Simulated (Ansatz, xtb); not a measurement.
Relative energy of two isomers of C2H9ClSi2

Structure I: `C[Si](C)([SiH3])Cl`, a singlet. Structure II: `C[Si@@H](Cl)C[SiH3]`, a singlet. Both are isolated molecules in the gas phase, relaxed with r2SCAN-D4/def2-SVP, each in the lowest conformer that the search found.

**Question.** Estimate E(II) − E(I) at the level CCSD(T)/def2-SVP + ΔMP2/def2-TZVPP.

**Answer.** Calculated at CCSD(T)/def2-SVP + ΔMP2/def2-TZVPP: E(II) − E(I) = −7.27 kJ/mol, so structure II lies lower.

How the difference moves with the method:

```
                             level            geometry  E(II) − E(I) (kJ/mol)  departure from the last row (kJ/mol)  job, with rough time for the two
                          GFN2-xTB            GFN2-xTB                  −25.03                                −17.76              optimisation, 0.18 s
                         HF/STO-3G            GFN2-xTB                  +17.80                                +25.06              single point, 0.38 s
      r2SCAN-D4/def2-SVP//GFN2-xTB            GFN2-xTB                   −1.58                                 +5.69               single point, 2.9 s
                r2SCAN-D4/def2-SVP  r2SCAN-D4/def2-SVP                   +0.81                                 +8.08                optimisation, 49 s
                       HF/def2-SVP  r2SCAN-D4/def2-SVP                  −11.36                                 −4.09           part of the CCSD(T) run
                      MP2/def2-SVP  r2SCAN-D4/def2-SVP                   −9.55                                 −2.28           part of the CCSD(T) run
                  CCSD(T)/def2-SVP  r2SCAN-D4/def2-SVP                   −4.93                                 +2.34                      single point
CCSD(T)/def2-SVP + ΔMP2/def2-TZVPP  r2SCAN-D4/def2-SVP                   −7.27                                                      single point, 39 s
```

As drawn, II has 1 C–Si, 1 Si–H in place of 1 Si–Si, 1 C–H.

HF/STO-3G puts the two in the other order. r2SCAN-D4/def2-SVP//GFN2-xTB, r2SCAN-D4/def2-SVP find them nearly level. The largest departure from CCSD(T)/def2-SVP + ΔMP2/def2-TZVPP is that of HF/STO-3G, 25.06 kJ/mol. The last row adds to CCSD(T) the change of the MP2 difference between the two basis sets, here −2.34 kJ/mol.

With thermal terms from frequencies at re-optimised GFN2-xTB minima (ideal gas, soft modes damped towards free rotors, one conformer each, 298.15 K, 1 atm): the zero-point term adds −4.42 kJ/mol; ΔH is −13.93 and ΔG −9.08 kJ/mol.

The correlated steps freeze 17 core orbitals. Mirror images aren't counted in ΔG. Codes used: Ansatz 0.2.0, xtb 6.7.1; the last row on 2 threads of Intel(R) Xeon(R) 6975P-C (Granite Rapids) on a shared host.

Structure II, the carbosilane, is favoured only modestly, because the bond exchange nearly cancels. Giving up a weak Si–Si bond for a stronger, polar Si–C bond is favourable, but much of that gain is spent in replacing a strong C–H bond with a weaker Si–H bond. Correlation shifts the balance towards the disilane: in the same basis, the preference for II falls from −11.36 kJ/mol with HF to −4.93 with CCSD(T). This probably reflects the polarisable Si–Si bond and the more compact, branched skeleton of I. The reversed order with HF/STO-3G is plausibly due to the minimal basis, which has no polarisation functions to describe bonding at silicon.

Zero-point energy reinforces the preference for II, as expected when a stiff C–H stretch gives way to a softer Si–H stretch, while entropy offsets part of the enthalpy advantage. The results support a small thermodynamic preference for the carbosilane, but say nothing about the barrier to converting I into II.
